With the hydrogen atom 1.865 Å from germanium, two respectable methods disagree about the sign of an energy. CASSCF puts this point 8.5 kJ/mol above the start of the scan, and PBE0 puts it 6.8 kJ/mol below. One level sees a hill between germanium and bromine, the other a slide.

Ansatz 0.2.0, CASSCF with 15 valence electrons in 12 orbitals and unrestricted PBE0, both in the cc-pVDZ basis, for hydrogen transfer from germanium to bromine in BrGeH₄ (neutral doublet). The scan distance is the Ge–H distance, with all other atoms held fixed, and energies at each level are counted from that level's value at the first point.

```csv
scan distance (Å),"CASSCF valence space, energy from the start of the scan (kJ/mol)","PBE0, energy from the start of the scan (kJ/mol)"
1.534,0.000,0.000
1.600,0.000,-4.700
1.733,6.400,-6.200
1.865,8.500,-6.800
1.997,3.400,-8.500
```

The scan moves only the hydrogen atom. Germanium and bromine stay 3.53 Å apart, so each lengthening of the Ge–H bond shortens the H–Br distance by the same amount. Near 1.865 Å the hydrogen is shared by both partners, and the gap between the two levels is widest there, at about 15 kJ/mol. By the last point it has narrowed to about 12 kJ/mol, although the Ge–H bond is longer still. This suggests that the sharing of the hydrogen, more than the mere stretching of its old bond, is what separates the methods.

A better wave function can act as referee, and its energies at the first three points are used here. At 1.733 Å a single restricted determinant lies 25 kJ/mol above the start. CASSCF brings this down to 6.4 kJ/mol, and multireference configuration interaction with a size correction (MRCISD+Q) to 3.3 kJ/mol. The successive corrections shrink, yet the energy stays positive, whereas PBE0 gives −6.2 kJ/mol at the same place.

Each step down this ladder has a physical meaning. Three electrons hold Ge, H and Br together along one line, and a single determinant does not let those of opposite spin avoid one another as the old bond loosens and the new one forms. CASSCF lets the valence electrons stay on opposite sides of a bond, which removes most of the excess. It leaves out most of the finer avoidance at short range, called dynamic correlation. Over the first three points the calculation shows this contribution growing as the hydrogen moves towards bromine, so CASSCF draws the rise too steep, by about 3 kJ/mol at 1.733 Å.

Measured against MRCISD+Q in the same basis, PBE0 misses on the other side, and here theory offers a likely cause. As the hydrogen crosses to bromine, the unpaired electron crosses the other way, to germanium. Halfway, a fraction of it sits on each side. For two distant sites the exact energy would change in proportion to that fraction, but approximate functionals sag below the straight line, because for an electron smeared over two places they take away more than its spurious repulsion of itself. This delocalisation error favours shared geometries, and the exact exchange in PBE0 reduces it without removing it.

The argument can be made into a simple model. Let $m$ be the fraction of the transfer completed. The sag vanishes at $m=0$ and $m=1$, so its simplest form is proportional to $m(1-m)$. If the strength of a bond decays exponentially with its stretch, the fraction follows from the distances alone:

$$m=\frac{1}{1+e^{(s_{\mathrm{Br}}-s_{\mathrm{Ge}})/b}}$$

Here $s_{\mathrm{Br}}$ and $s_{\mathrm{Ge}}$ are the stretches of H–Br and Ge–H beyond their normal lengths, roughly 1.4 and 1.5 Å, and $b$ is about 0.26 Å.

At 1.733 Å the H–Br distance is 1.797 Å, so the stretches are about 0.40 and 0.23 Å and $m$ is about 0.35. The product $m(1-m)$ is then 0.23, against 0.09 at the start. Multiplying the increase of 0.134 by the fitted factor of 107 kJ/mol gives a gap of about 14 kJ/mol, where the table has 12.6. This row was one of the four used to fit the factor.

The model puts the widest gap in the right place, but at the last point it gives only about 7 kJ/mol instead of 12. A gap proportional to the Ge–H stretch, fitted to the same four rows, does worse overall and cannot turn over; the printed output compares the two. This partial success is consistent with the picture of a shared electron, but it does not single out delocalisation error, since the correlation that CASSCF lacks also enters the gap. For a similar transfer at a fixed distance between the heavy atoms, the picture suggests looking for the largest disagreement where both bonds are stretched about equally.

Within this small basis, the referee also divides the blame. At both 1.600 and 1.733 Å, about a quarter of the gap lies between CASSCF and MRCISD+Q, and three quarters between MRCISD+Q and PBE0. If the same division held further along, the better wave function would give a hill of about 5 kJ/mol at 1.865 Å. Nothing obliges the share to stay constant, but the matter need not rest on a guess: converged MRCISD+Q runs, with checks of state and stability, exist beyond the first three points too, including this one. Their energies are not used here, so the 5 kJ/mol is only an extrapolation and should give way to the calculated value. CASSCF can also settle on a higher solution, and passing a stability test does not prove that the lowest one was found.

Whether such differences matter depends on the purpose. Thermal energy at room temperature is about 2.5 kJ/mol. An error of 3 kJ/mol in a barrier changes a rate by a factor of three to four, whereas the 9.5 kJ/mol between PBE0 and MRCISD+Q at 1.733 Å would change it about 45-fold. On this stretch of the path CASSCF is thus the closer of the two to the better wave function, and PBE0 is unsafe even for the existence of a small hill. Whether CASSCF would serve for a rate is not tested here, because the correlation it lacks may change much more between separated reactants and a true barrier.

These factors measure the importance of an error; they do not predict a rate. The scan starts from a close contact in which PBE0 already pulls the hydrogen towards bromine, and the GeH₃ group is not allowed to relax. The hill is therefore no reaction barrier, and the slide does not show that the reaction lacks one. A true barrier needs separated reactants as its zero, and there spin–orbit coupling, which is left out here, lowers the free bromine atom by roughly 15 kJ/mol.

On this path the cost rises in the same order as the trust. PBE0 works with one determinant, and its effort grows as a modest power of the size of the molecule. In CASSCF, adding two electrons and two orbitals to the present active space multiplies the number of determinants by about 15, and MRCISD+Q adds its own excitations on top. A sensible division of labour is to map the path with CASSCF and spend MRCISD+Q on a few points, including the one where the hydrogen is most evenly shared.

One question remains open even then. Correlated wave functions need large basis sets, and this one is small. A larger basis would probably recover more dynamic correlation where the hydrogen is shared and so lower the hill further, which would bring the referee nearer to PBE0 and take it further from CASSCF. What is left at 1.733 Å is only 3.3 kJ/mol above the start, or 4.4 kJ/mol above the slightly lower point at 1.600 Å, so whether the hydrogen meets a hill at all on this path must be decided by MRCISD+Q in a larger basis. With so little height at stake, two smaller omissions deserve a test as well: relativity is left out at every level, and MRCISD+Q does not correlate the cores and filled 3d shells of germanium and bromine.

Output of the analysis:

```
fit of gap on 4 rows (scan_distance > 1.55): coefficient of rise 107.1 +/- 14; rms 2.59, worst 1.997 -4.82, leave-one-out rms 3.08
  rows outside the fit (model, value, miss): 1.534 0, 0, 0
fit of gap on 4 rows (scan_distance > 1.55): coefficient of stretch 36.4 +/- 7.9; rms 4.16, worst 1.733 -5.36, leave-one-out rms 7.14
  rows outside the fit (model, value, miss): 1.534 0, 0, 0
Gap between levels and estimate:
    row  H-Br in angstrom  CASSCF less PBE0 in kJ/mol  fraction moved  estimated MRCISD+Q in kJ/mol
  1.534             1.996                           0          0.1033                             0
    1.6              1.93                         4.7          0.1606                        -1.161
  1.733             1.797                        12.6          0.3473                         3.288
  1.865             1.665                        15.3           0.595                         4.721
  1.997             1.533                        11.9          0.8022                        0.4611
Restricted determinant at 1.733 from the start, kJ/mol: 24.99
MRCISD without Q at 1.733 from the start, kJ/mol: 3.855
MRCISD+Q at 1.600 from the start, kJ/mol: -1.158
MRCISD+Q at 1.733 from the start, kJ/mol: 3.281
Restricted determinant less CASSCF at 1.733, kJ/mol: 18.59
CASSCF less MRCISD+Q at 1.733, kJ/mol: 3.119
MRCISD+Q less PBE0 at 1.600, kJ/mol: 3.542
MRCISD+Q less PBE0 at 1.733, kJ/mol: 9.481
CASSCF share of the gap at 1.600: 0.2463
CASSCF share of the gap at 1.733: 0.2476
Thermal energy RT at 300 K, kJ/mol: 2.494
Rate factor at 300 K for the CASSCF to MRCISD+Q step at 1.733: 3.493
Rate factor at 300 K for the MRCISD+Q to PBE0 step at 1.733: 44.74
Growth of determinant count for two more electrons and two more orbitals: 15.34
```
